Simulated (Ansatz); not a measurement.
CH6OSeSi (SMILES CO[SiH2][SeH]): the HOMO–LUMO gap, rung by rung

The species is CH6OSeSi (10 atoms), meant as a singlet with charge 0. SMILES: `CO[SiH2][SeH]`. Geometry: relaxed at PBE0-D4/def2-TZVP. This is one conformer, not always the lowest.

Quantity: the HOMO–LUMO gap, in eV. The values are calculated.

```tsv
level	kind	program	value (eV)	CPU time
HF/6-31G* (spherical functions)	Hartree–Fock	Ansatz	13.48	3.2 s
SVWN5/6-31G* (spherical functions)	LDA	Ansatz	5.46	5.5 s
BLYP/6-31G* (spherical functions)	GGA	Ansatz	5.43	8.2 s
PBE/6-31G* (spherical functions)	GGA	Ansatz	5.52	8.5 s
r2SCAN/6-31G* (spherical functions)	meta-GGA	Ansatz	6.06	17 s
BHLYP/6-31G* (spherical functions)	global hybrid	Ansatz	9.53	12 s
PBE0/6-31G* (spherical functions)	global hybrid	Ansatz	7.60	11 s
B3LYP/6-31G* (Cartesian functions)	global hybrid	Ansatz	7.10	10 s
```

All-electron rows without a relativistic Hamiltonian named are non-relativistic. The values span 5.43 to 13.48 eV. Orbital gaps aren't excitation energies; they tend to grow with the share of exact exchange. CPU times are rough (shared hosts, several kinds of processor and program).

The gap depends far more on how exchange is treated than on the choice among LDA and GGA functionals: SVWN5, BLYP and PBE nearly coincide, while r2SCAN opens the gap modestly to 6.06 eV without any exact exchange. The hybrids then climb from B3LYP through PBE0 to BHLYP, with Hartree–Fock well above them at 13.48 eV. This spread probably arises mainly because nonlocal exchange stabilises occupied orbitals, whereas empty Hartree–Fock orbitals feel the repulsion of all the electrons and so describe an added electron rather than an excited one.

Chemically, the HOMO is probably a selenium 4p lone pair, since selenium holds its valence electrons less tightly than oxygen does. The LUMO likely has σ* character involving the Si–Se and Se–H bonds. A wide gap fits a saturated molecule with no π system, but the agreement among the LDA and GGA values is no sign of accuracy, as they share the same kind of local exchange potential. Without diffuse functions, the energy of a weakly bound or unbound LUMO also remains uncertain.
